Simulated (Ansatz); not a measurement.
Redistribution: C2H3Br + C3H8Si → C2H6Si + C3H5Br

Species: C2H3Br (vinyl bromide) `C=CBr`, singlet; C3H8Si (prop-2-enylsilane) `C=CC[SiH3]`, singlet; C2H6Si (vinylsilane) `C=C[SiH3]`, singlet; C3H5Br `C=CCBr`, singlet. The partners trade Br for SiH3; both sit on C, so the bond types are kept.

Shapes, held fixed at every level: PBE0-D4/def2-TZVP. Flexible molecules stand in one conformer, not always the lowest. Programs: Ansatz 0.2.0. Electronic energies: no zero-point or thermal term.

```tsv
level	kind	ΔE (kJ/mol)	less CCSD(T)/def2-TZVPP	CPU time (sum over the molecules)
r2SCAN-D4/def2-TZVPP	meta-GGA	-6.3	+2.9	29 s
B3LYP-D4/def2-TZVPP	global hybrid	-10.4	-1.2	28 s
PBE0-D4/def2-TZVPP	global hybrid	-5.8	+3.4	19 s
wB97M-V/def2-TZVPP	range-separated hybrid	-6.9	+2.3	66 s
B2PLYP/def2-TZVPP	double hybrid	-11.5	-2.3	34 s
MP2/def2-TZVPP	perturbation theory	-8.0	+1.2	–
CCSD/def2-TZVPP	coupled cluster or CI	-10.1	-0.9	–
CCSD(T)/def2-TZVPP	coupled cluster or CI	-9.2	0.0	8.7 min
```

The highest level, CCSD(T)/def2-TZVPP, gives ΔE = -9.2 kJ/mol; the levels span -11.5 to -5.8. The column of differences is taken from that level and isn't an error. No measured value is set beside it here. Relativity is left out for Br unless named. Correlated rows may include outer-core shells of Br, which these sets cover unevenly. Times are processor times on shared x86 and Arm servers, and rough.

Every level places vinylsilane and allyl bromide below the starting pair, by 9.2 kJ/mol with CCSD(T), so the direction of the exchange is secure for these structures while its size is less so. The preference probably reflects the match between substituent and carbon hybridisation. The vinylic sp2 carbon has more s character and is effectively more electronegative than the allylic sp3 carbon, which favours the electropositive silyl group there and leaves bromine on the less electronegative carbon. Conjugation of a bromine lone pair with the vinyl π system and C–Si hyperconjugation in allylsilane both stabilise the reactants, which may be why the net gain is modest.

The spread does not follow the functional hierarchy: B3LYP lies closer to CCSD(T) than the double hybrid does, and the two global hybrids fall on opposite sides of it. Connected triples make the reaction only slightly less exothermic than CCSD. The total energy alone cannot separate silicon's preference for the vinylic position from bromine's for the allylic one.
